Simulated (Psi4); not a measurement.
## How methods differ on GeHBr3 (SMILES [Br][GeH]([Br])[Br])

GeHBr3: 5 atoms, total charge 0, spin state singlet. SMILES: `[Br][GeH]([Br])[Br]`. Geometry: optimised at PBE0/def2-TZVP.

Quantity: the dipole moment, in D. The values are calculated.

| level | kind | program | value (D) | CPU time |
| --- | --- | --- | --- | --- |
| PBE-D4/def2-TZVPP (density fitting) | GGA | Psi4 | 1.05 | 81 s |
| r2SCAN-D4/def2-TZVPP (density fitting) | meta-GGA | Psi4 | 1.12 | 4 min |
| PBE0-D4/def2-TZVPP (density fitting) | global hybrid | Psi4 | 1.13 | 81 s |
| wB97M-V/def2-TZVPP (density fitting) | range-separated hybrid | Psi4 | 1.16 | 4.3 min |

All-electron rows without a relativistic Hamiltonian named are non-relativistic. The values span 1.05 to 1.16 D. Magnitudes only. CPU times are rough (shared hosts, several kinds of processor): they show what a rung costs within a factor of a few.

All four functionals describe GeHBr3 as a moderately polar molecule, and PBE gives the smallest dipole moment. The largest step is from PBE to r2SCAN. r2SCAN, at 1.12 D, nearly matches PBE0 at 1.13 D, so exact exchange is not needed to recover most of the increase over the GGA.

The modest size of the moment follows from partial cancellation. Bromine is more electronegative than germanium, but the three Ge–Br bond dipoles splay outwards, and only their components along the Ge–H axis add up. Hydrogen bound to germanium is also slightly hydridic, so the Ge–H contribution probably opposes that resultant. The total is therefore sensitive to small shifts of charge within the bonds. Because the geometry is common to all rows, the spread reflects the electron densities rather than bond lengths or angles, possibly through slightly different Ge–Br polarisation. The mutual closeness of the values shows limited functional sensitivity, but without a measured or high-level correlated reference it does not establish which functional is most accurate.
